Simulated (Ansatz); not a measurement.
# WC: energy above lowest point against volume scale

Free energy against uniform scaling of the volume at fixed shape and fractions; periodic cell, basis, potentials, k mesh and filling as listed. The results are calculated, by Ansatz 0.2.0.

The cell before it is scaled or strained (space group P-6m2, No. 187):
```
cell vectors (Å)
   2.9065     0.0000     0.0000
  -1.4533     2.5171     0.0000
   0.0000     0.0000     2.8366
atoms (fractions of the cell vectors)
W   0.00000  0.00000  0.00000
C   0.66667  0.33333  0.50000
```

Settings of every row: functional r2SCAN; dispersion none; potentials PAW; wave cutoff 544.23 eV; density cutoff 2176.9 eV; k mesh 11x11x10; k shift 0x0x0; occupations fermi dirac; smearing width 0.15 eV; spin none.

Limits: coarse k mesh, up to 40 meV an atom off; no spin-orbit coupling, which can matter with elements this heavy.

| row | volume scale | V (Å³/atom) | energy above lowest point (meV/atom) |
| --- | --- | --- | --- |
| 1 | 0.92 | 9.546 | 105.8 |
| 2 | 0.9467 | 9.823 | 46.6 |
| 3 | 0.9733 | 10.099 | 12.4 |
| 4 | 1 | 10.376 | 0 |
| 5 | 1.0267 | 10.653 | ? |
| 6 | 1.0533 | 10.929 | 29.6 |
| 7 | 1.08 | 11.206 | 66.9 |

Question: what energy above lowest point should row 5 give?

Worked fit of energy above lowest point. Take u = (V_r/V)^(2/3) − 1 with V_r = 10.238 Å³ an atom, which is twice the finite (Eulerian) strain; such expansions in the strain, on which the Birch-Murnaghan equation of state is built, carry the rest volume and the bulk modulus. The shown rows have u = 0.04776, 0.02797, 0.00915, -0.00889, -0.04261, -0.05845. Least squares give energy above lowest point = 3.68 + 679.8 × u + 30366 × u² + 3806 × u³ meV/atom; a parabola predicts inner rows, each left out in turn, worse (root mean square 0.19 against 0.11 meV/atom). The rows lie off it by 0.0, 0.1, 0.0, 0.0, 0.0, 0.0. Its lowest point lies at u = -0.0112, or V = 10.41 Å³ an atom, and the curvature there gives the bulk modulus at fixed shape and fractions, B = (4/9)(1 + u)² E″(u)/V = 404 GPa. Letting shape and atoms relax would as a rule lower it, by much in layered, chain or molecular crystals. The withheld row has u = -0.02614, so the fit gives 3.68 + 679.8 × (-0.02614) + 30366 × (-0.02614)² + 3806 × (-0.02614)³ = 6.6 meV/atom.

The calculation gave 6.5 meV/atom. The fit lies 0.1 meV/atom (1.5 % of the value, 0.095 % of the column's range) above it, one unit of the last digit.
